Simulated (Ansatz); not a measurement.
# BP: total energy with exact exchange and RPA energy against volume scale

RPA total energy (exact exchange plus RPA correlation) on Kohn-Sham orbitals over scaled volumes of the cell given; energies count from the value at scale 1 or the largest scale. The results are calculated, by Ansatz 0.2.0-dev trial.

The cell before it is scaled or strained (space group F-43m, No. 216):
```
cell vectors (Å)
   0.0000     2.2690     2.2690
   2.2690     0.0000     2.2690
   2.2690     2.2690     0.0000
atoms (fractions of the cell vectors)
B   0.00000  0.00000  0.00000
P   0.25000  0.25000  0.25000
```

Settings of every row: orbitals functional PBE; datasets soft_paw first; wave cutoff 420 eV; k mesh 4x4x4; correlated electrons 8; response cutoff 160 eV; long wavelength term neglected.

Limits: coarse mesh, values belong to these settings and can lie far from the converged crystal; soft datasets can hold too little correlation; the count of empty bands follows the volume.

| row | volume scale | V (Å³/atom) | total energy with exact exchange (eV, a cell) | RPA energy (eV, a cell) | energy of the functional (eV, a cell) |
| --- | --- | --- | --- | --- | --- |
| 1 | 0.92 | 10.747 | 0.1518 | 0.1117 | 0.1158 |
| 2 | 0.96 | 11.214 | 0.0488 | 0.0315 | 0.034 |
| 3 | 1 | 11.682 | 0 | 0 | 0 |
| 4 | 1.04 | 12.149 | ? | ? | ? |
| 5 | 1.08 | 12.616 | 0.032 | 0.0552 | 0.044 |

Question: what total energy with exact exchange and RPA energy should row 4 give?

Worked fit of total energy with exact exchange. Take u = (V_r/V)^(2/3) − 1 with V_r = 11.448 Å³ an atom, which is twice the finite (Eulerian) strain; such expansions in the strain, on which the Birch-Murnaghan equation of state is built, carry the rest volume and the bulk modulus. The shown rows have u = 0.04303, 0.01386, -0.0134, -0.06271. Least squares give total energy with exact exchange = 0.01811 + 1.7543 × u + 31.494 × u² eV; a straight line predicts inner rows, each left out in turn, worse (root mean square 0.056 against 0.00065 eV). The rows lie off it by -0.0001, 0.0003, -0.0003, 0.0001. The withheld row has u = -0.03885, so the fit gives 0.01811 + 1.7543 × (-0.03885) + 31.494 × (-0.03885)² = -0.0025 eV.

The calculation gave -0.0031 eV. The fit lies 0.0006 eV (19 % of the value, 0.39 % of the column's range) above it; its largest miss of a shown row is 0.0003 eV.

Worked fit of RPA energy. Take u = (V_r/V)^(2/3) − 1 with V_r = 11.448 Å³ an atom, which is twice the finite (Eulerian) strain; such expansions in the strain, on which the Birch-Murnaghan equation of state is built, carry the rest volume and the bulk modulus. The shown rows have u = 0.04303, 0.01386, -0.0134, -0.06271. Least squares give RPA energy = 0.01002 + 1.1109 × u + 29.184 × u² eV; a straight line predicts inner rows, each left out in turn, worse (root mean square 0.052 against 0.00095 eV). The rows lie off it by -0.0002, 0.0005, -0.0004, 0.0001 (root mean square 0.00034 eV). The withheld row has u = -0.03885, so the fit gives 0.01002 + 1.1109 × (-0.03885) + 29.184 × (-0.03885)² = 0.0109 eV.

The calculation gave 0.0104 eV. The fit lies 0.0005 eV (4.8 % of the value, 0.45 % of the column's range) above it; its largest miss of a shown row is 0.0005 eV.

The other values of row 4: energy of the functional 0.0056 eV.
